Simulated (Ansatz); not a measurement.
# Pressure, energy and gap of an amorphous La6B4O15 cell under even compression and stretching, in LDA

We have to decide how closely the density of a lanthanum borate glass model must be matched before its stresses and its gap are put to use. Lanthanum borates serve in optical glass of high refractive index, and a model quenched in a small cell can easily be a few per cent off in volume. The question is what such an error does to the pressure, the energy and the gap. One amorphous cell of 100 atoms was relaxed in LDA, then scaled evenly, with the atoms relaxed again at each fixed volume. Volume changes and energies are counted from the relaxed cell; pressure is positive under compression. The gap is the Kohn-Sham gap at Γ, which in LDA usually lies below the measured one.

## Calculations

One cell of 100 atoms, La6B4O15 in reduced formula. Start: 100 atoms (16 B, 24 La, 60 O) packed at random and pushed apart as soft spheres at 5.53 g/cm³; MD (Langevin at fixed volume unless said) with the MACE-MP-0b2 small potential (Batatia et al., arXiv:2401.00096), steps of 1.5 fs: 0.75 ps at 2800 K, 2800 to 2100 K in 0.45 ps, 2100 to 300 K in 4.5 ps; then atoms relaxed; then 150 steps at 300 K. Cell and atoms were then relaxed in DFT. From that cell the volume was scaled evenly and the atoms were relaxed again at each fixed cell. Ansatz 0.2.0: Kohn-Sham DFT with LDA, PAW potentials, plane waves to 420 eV, k-points Γ alone, no spin polarisation, no spin-orbit coupling. Occupations: Gaussian smearing of 0.025 eV. The cutoff and the k-mesh are held, so the number of plane waves changes with the volume.

- volume change (%): change of the cell's volume from the relaxed cell, all three axes scaled alike.
- volume (Å³/atom): volume per atom.
- pressure (GPa): pressure, a third of the trace of the stress, positive under compression, without a kinetic term.
- energy (meV/atom): free energy per atom less that of the relaxed cell.
- gap (eV): Kohn-Sham gap: lowest empty less highest filled level over the k-points of the run.

Input lines of one member:

```
kpoints:
  mp_grid: { grid: [1, 1, 1] }
hamiltonian:
  xc: lda
scf:
  occupations: { method: gaussian, width: 0.025 }
relax:
  f_tol: 0.05
  max_steps: 70
```

Command (options for logging and memory left out): `ansatz run input.yaml --threads 4 --backend cpu`

## Table of results

| member | volume change (%) | volume (Å³/atom) | pressure (GPa) | energy (meV/atom) | gap (eV) |
| --- | --- | --- | --- | --- | --- |
| −10 % | −10 | 11.3393 | 13.057 | 45.565 | 3.977 |
| −6 % | −6 | 11.8432 | 7.279 | 16.029 | 4.021 |
| −3 % | −3 | 12.2212 | ? | ? | ? |
| relaxed cell | 0 | 12.5992 | 0.005 | 0.000 | 3.953 |
| +3 % | 3 | 12.9772 | −2.526 | 3.064 | 3.921 |
| +6 % | 6 | 13.3551 | −3.975 | 10.632 | 3.948 |

Cells marked ? are withheld until the estimate has been made.

Least-squares fits to the members shown, with x = volume change (%); R² in the fitted variables, residuals in the unit of y:

| y | members | fit | R² | rms residual | leave-one-out rms | standard deviation of y |
| --- | --- | --- | --- | --- | --- | --- |
| pressure (GPa) | 5 | y = 0.09064 − 0.9282 x + 0.03806 x² | 1.00 | 0.16 | 0.62 | 7.2 |
| energy (meV/atom) | 5 | y = −0.2226 − 0.4860 x + 0.4033 x² | 1.00 | 0.85 | 3.2 | 18 |

## The trend and its physics

The pressure falls from row to row as the volume grows, and ever more slowly. Between −10 % and −6 % it drops by (13.057 − 7.279) / 4 = 1.44 GPa per per cent of volume, between +3 % and +6 % by only (3.975 − 2.526) / 3 = 0.48. The slope of the quadratic fit at the relaxed volume, 0.928 GPa per per cent, corresponds to a bulk modulus of roughly 90 GPa. LDA tends to bind too strongly, so this is more likely too stiff than too soft.

The energy shows the same asymmetry: 16.029 meV/atom at −6 % against 10.632 at +6 %. The general reason is that the repulsion between ions steepens quickly at short distance, while the attraction weakens slowly as they separate. The B–O bonds are stiff, so the softer La–O contacts probably take up most of the volume change.

At the strongest compression the two columns agree less well. The mean of the end pressures times the volume step from −10 % to −6 % gives a work of about 32 meV/atom, whereas the energies differ by 45.565 − 16.029 = 29.5. The curvature of the pressure accounts for only a small part of this. A local rearrangement that releases energy would have the right sign, and the large atomic movements at −10 % point that way, but the self-consistency threshold was loose for stresses in the runs at changed volume, which also leaves their pressures uncertain.

The gap hardly responds. It stays between 3.921 and 4.021 eV, and although both compressed cells lie above the relaxed one and both stretched cells below it, it does not change steadily with volume. Compression probably raises the empty La-derived levels relative to the filled O 2p levels, which widens the gap, but it also broadens both sets, which narrows it. In a glass the edge levels can also sit on a few atoms whose surroundings change in their own way.

For the decision, a volume 3 % too large shifts the gap by 0.03 eV but the pressure by 2.5 GPa. The density therefore matters far more for stresses than for the gap.

## Predicting the missing value

Plain estimates from the members shown:

- −3 %, fit at x = −3: 3.218 GPa
- −3 %, straight-line interpolation between −6 % and relaxed cell: w = (−3 − (−6)) / (0 − (−6)) = 0.500, so 7.279 + 0.500 × (0.005 − 7.279) = 3.642 GPa

The straight line between the neighbours, 3.642 GPa, should be too high, because the pressure curve bends upward. The quadratic fit, 3.218 GPa, allows for the bend but leans on the end members, where atoms moved farthest. We instead use the energies, since the energy difference between two volumes is the area under the pressure curve.

With 1 GPa·Å³ = 6.2415 meV, the mean pressure between −6 % and the relaxed cell is 16.029 / 6.2415 / (12.5992 − 11.8432) = 3.397 GPa. Simpson's rule sets this mean equal to one sixth of the two end pressures plus four times the middle one. The middle pressure is then (6 × 3.397 − 7.279 − 0.005) / 4 = 3.27 GPa.

The same route can be tried on two shown members. For +3 %, from the relaxed cell and +6 %, the mean tension is 10.632 / 6.2415 / (13.3551 − 12.5992) = 2.254 GPa, and the middle pressure is (3.975 − 0.005 − 6 × 2.254) / 4 = −2.39 GPa, against −2.526 in the table, a miss of 0.14. For the relaxed cell, from −6 % and +6 %, it gives 0.03 GPa against 0.005, a miss of 0.03.

Two trials are few, and a bond switch between −6 % and the relaxed cell would upset the smooth curve that the rule assumes. We therefore take the larger miss, rounded up to 0.2 GPa, as one standard deviation.

**Committed estimate, −3 %: pressure = 3.3 ± 0.2 GPa.**

## Check

| member | volume change (%) | volume (Å³/atom) | pressure (GPa) | energy (meV/atom) | gap (eV) |
| --- | --- | --- | --- | --- | --- |
| −3 % | −3 | 12.2212 | 3.279 | 3.833 | 3.990 |

| member | estimate | pressure (GPa) | computed | estimate − computed | miss in error bars |
| --- | --- | --- | --- | --- | --- |
| −3 % | committed | 3.300 | 3.279 | +0.021 | 0.1 |
| −3 % | fit | 3.218 | 3.279 | −0.061 |  |
| −3 % | interpolation | 3.642 | 3.279 | +0.363 |  |

The estimate of 3.3 GPa lies 0.02 GPa above the computed 3.279, well inside its error bar of 0.2. The quadratic fit was 0.061 GPa too low, also within that bar, so this one case does not rank the two. The straight line, 0.363 too high, was clearly worse.

The expected upward bend of the pressure curve is there: the pressure falls by 7.279 − 3.279 = 4.000 GPa from −6 % to −3 %, but only by 3.279 − 0.005 = 3.274 over the next 3 %. Using the energies to fix the middle pressure also worked, so pressures and energies fit one smooth curve here, with no sign of a bond switch that changes either noticeably. This supports a repulsion that stiffens as the ions approach. It says nothing about how the volume change is shared between B–O and La–O bonds, which remains a conjecture.

## Outliers

Least-squares fits to the whole series, with x = volume change (%); R² in the fitted variables, residuals in the unit of y:

| y | members | fit | R² | rms residual | leave-one-out rms | standard deviation of y |
| --- | --- | --- | --- | --- | --- | --- |
| pressure (GPa) | 6 | y = 0.1107 − 0.9303 x + 0.03764 x² | 1.00 | 0.15 | 0.53 | 6.4 |
| energy (meV/atom) | 6 | y = −0.5603 − 0.4500 x + 0.4104 x² | 1.00 | 0.84 | 2.9 | 17 |

Largest departures from the fit to the whole series:

| member | pressure (GPa) | fit | computed − fit | in rms residuals |
| --- | --- | --- | --- | --- |
| −6 % | 7.279 | 7.048 | +0.231 | 1.5 |
| +3 % | −2.526 | −2.341 | −0.185 | 1.2 |
| +6 % | −3.975 | −4.116 | +0.141 | 0.9 |
| −10 % | 13.057 | 13.178 | −0.121 | 0.8 |

No pressure stands out: the largest departures from the fit, +0.231 GPa at −6 % and −0.185 at +3 %, are 1.5 and 1.2 rms residuals. These two cells need not be the odd ones, since the end members also pull on the fit.

A parabola through −6 %, −3 % and the relaxed cell, continued to −10 %, gives (70 × 7.279 − 80 × 3.279 + 28 × 0.005) / 18 = 13.74 GPa, and the computed pressure is 0.7 lower. One through −3 %, the relaxed cell and +3 %, continued to +6 %, gives 3.279 − 3 × 0.005 − 3 × 2.526 = −4.314 GPa, and the computed tension is 0.3 weaker. Both ends thus carry less load than the middle of the series suggests. Local rearrangement would act in this direction, and atoms moved farthest in these two cells, though the loose self-consistency threshold may account for part of the difference.

The gap breaks its trend at the same two members. From −6 % to +3 % it falls by 0.03 to 0.04 eV per step of 3 %. Continued at the mean slope of −0.011 eV per per cent, it would be 4.021 + 4 × 0.011 = 4.065 eV at −10 % and 3.921 − 3 × 0.011 = 3.888 eV at +6 %, against computed values of 3.977 and 3.948. Changed surroundings of the atoms that carry the edge levels are a possible cause.

## What to take away

Between −6 % and +3 % this cell responds smoothly, and a pressure inside that range can be estimated to 0.1 or 0.2 GPa if the energies and pressures on both sides are known. The quadratic fit to the whole series has a leave-one-out error of 0.53 GPa, to which rearrangement in the two end members may contribute.

Around the relaxed cell the pressure changes by (3.279 + 2.526) / 6 = 0.97 GPa per per cent of volume, a bulk modulus of about 97 GPa. To keep the pressure of a model within 1 GPa, its volume must therefore be right to about 1 %. The gap is far less demanding, at (3.990 − 3.921) / (3.279 + 2.526) = 0.012 eV per GPa.

Two things outweigh the 0.1 eV spread of the gaps. LDA probably puts the gap too low by roughly 1 to 2 eV, and another quenched sample could differ by a few tenths of an eV in either direction.

[Logs are printed without paths, hosts, clocks, repeated set-up lines and the standing remarks that a program may print on its own settings, such as how far it seeks lower states.]

[On method and selection: Spin-orbit coupling is left out, which matters for the levels of the heavy elements. Runs that did not converge, have known faults or may not be shown are not listed, and runs on Ansatz's PAW sets soft_1 and soft_2 are kept to separate tables. Series whose pressures fit the equation of state badly weren't written up.]
